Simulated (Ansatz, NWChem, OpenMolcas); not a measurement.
# AlSnSiH7 (SMILES [SiH3][AlH][SnH3]): methods side by side

The species is AlSnSiH7 (10 atoms), meant as a singlet with charge 0. SMILES: `[SiH3][AlH][SnH3]`. The shape is that of a PBE0-D4/def2-TZVP optimisation.

```xyz
10

Si   -1.7276    1.0169   -0.9874
Al    0.6309    0.3661   -0.7718
Sn    1.4038   -1.1437    1.2796
H    -2.5845   -0.2027   -1.0560
H    -2.0258    1.8525   -2.1838
H    -2.1545    1.7801    0.2215
H     1.7232    0.8245   -1.8331
H     2.6080   -0.3743    2.2246
H     0.1284   -1.5415    2.3498
H     2.0814   -2.6290    0.7598
```

Each level gives the energy change with the Sn3–H10 bond stretched from 1.713 to 3.084 Å (eV). The values are calculated.

```
                                         level                    kind     program  value (eV)  CPU time (all runs)
   TPSS/def2-SVP (core potential) (restricted)                meta-GGA  OpenMolcas        2.77                 88 s
 M06-2X/def2-SVP (core potential) (restricted)         hybrid meta-GGA      NWChem        3.01                 57 s
   PBE0/def2-SVP (core potential) (restricted)           global hybrid      Ansatz        2.96                 25 s
r2SCAN0/def2-SVP (core potential) (restricted)         hybrid meta-GGA      Ansatz        3.08                 39 s
  wB97X/def2-SVP (core potential) (restricted)  range-separated hybrid      Ansatz        3.23                 84 s
RPA@PBE/def2-SVP (core potential) (restricted)                     RPA      Ansatz        2.67                 35 s
    MP2/def2-SVP (core potential) (restricted)     perturbation theory  OpenMolcas        3.17                 19 s
   CCSD/def2-SVP (core potential) (restricted)   coupled cluster or CI      Ansatz        2.68                 51 s
```

The first shape isn't each level's own minimum. The values span 2.67 to 3.23 eV. In the correlated wave-function rows the outer d shell of Sn is correlated, in sets not made for it. CPU times are rough (shared hosts, several kinds of processor and program).

Every method finds a substantial cost for stretching the Sn–H bond, as expected for a covalent σ bond losing overlap between a tin 5s/5p hybrid and hydrogen 1s. As the σ–σ* separation shrinks, the two electrons increasingly localise on separate fragments, and a single closed-shell determinant keeps too much ionic character. The spread therefore probably reflects mainly how each method recovers this left–right correlation.

CCSD, which treats the σ²→σ*² double excitation iteratively, gives 2.68 eV, against 3.17 eV for MP2, so second-order theory is a doubtful reference here. RPA lies almost on top of CCSD, but one bond at one elongation cannot show whether that reflects similar physics or cancelling errors. Among the conventional functionals, TPSS is lowest and wB97X highest, yet the fraction of exact exchange alone does not set the order: M06-2X, with more of it than r2SCAN0, falls below it. None of these values is a bond dissociation energy, since the separated radicals were not computed.
